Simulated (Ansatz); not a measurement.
# Ionic part of the dielectric constant of ScAl3N4, mode by mode

These are results of Ansatz, DFT PBE, scalar-relativistic, plane waves, PAW, not measurements. Plane waves to 420 eV; Γ-centred k mesh 6×6×6; fixed occupations. No spin polarisation. Phonons by linear response, acoustic sum rule imposed.

It takes space group P-43m (No. 215, cubic). Conventional cell: a = 4.529 Å, b = 4.529 Å, c = 4.529 Å, α = 90.00°, β = 90.00°, γ = 90.00°. Sc (site symmetry -43m) is surrounded by 4 N at 2.06 Å. Around Al (site symmetry -42m) lie 4 N at 1.93 Å. Around N (site symmetry 3m) lie 3 Al at 1.93 Å and 1 Sc at 2.06 Å.

The cell was built by swapping an element in a database structure (itself possibly hypothetical) and relaxing; it need not be the stable form of this composition.

The primitive cell has V = 92.89 Å³ and ε∞,xx = 5.375. Each polar mode adds Δε = (4.92064×10⁷/V)·S/ν² along x, with S its oscillator strength in e²/amu, ν in cm⁻¹ and V in Å³.

Problem. From these modes, find each Δε and ε0,xx.
```json
{"ν (cm⁻¹)": "268.0", "S_xx (e²/amu)": "0.0071"}
{"ν (cm⁻¹)": "499.6", "S_xx (e²/amu)": "0.02048"}
{"ν (cm⁻¹)": "583.6", "S_xx (e²/amu)": "2.944"}
{"ν (cm⁻¹)": "592.2", "S_xx (e²/amu)": "0.06991"}
```

Solution.
```csv
ν (cm⁻¹),Δε
268.0,0.05
499.6,0.04
583.6,4.58
592.2,0.11
```

The sum is 4.781, so ε0,xx = 10.16; the run's tensor has 10.16.

Problem. Where do the longitudinal modes lie for a wave vector along x?

Solution. At 269, 500, 592, 800 cm⁻¹. The Lyddane–Sachs–Teller product Π(ν_LO/ν_TO)² = 1.89 matches ε0/ε∞ = 1.89.

Cost: 1 run of about 3.7 core-minutes, on Arm Neoverse V1 (shared hosts).

The ionic response comes almost entirely from the mode at 583.6 cm⁻¹, and oscillator strength rather than softness decides this: the mode at 268.0 cm⁻¹ gains from its low frequency but carries almost no dipole. The structure is an ordered zinc-blende derivative, and its parent lattice has a single polar optical mode at Γ, with cations moving against nitrogen so that the local dipoles add. The other three are probably mainly folded zone-boundary vibrations, whose dipoles nearly cancel and survive only because Sc and Al differ in mass, effective charge and bonding.

The longitudinal modes should not be paired with the transverse ones simply by order. The large polar splitting carries the strong mode's longitudinal counterpart past the weak resonance at 592.2 cm⁻¹ up to 800 cm⁻¹, while the longitudinal mode at 592 cm⁻¹ belongs essentially to that weak resonance. The real frequencies of these polar modes do not establish dynamical stability, which also depends on the silent and non-polar modes and on the rest of the Brillouin zone.
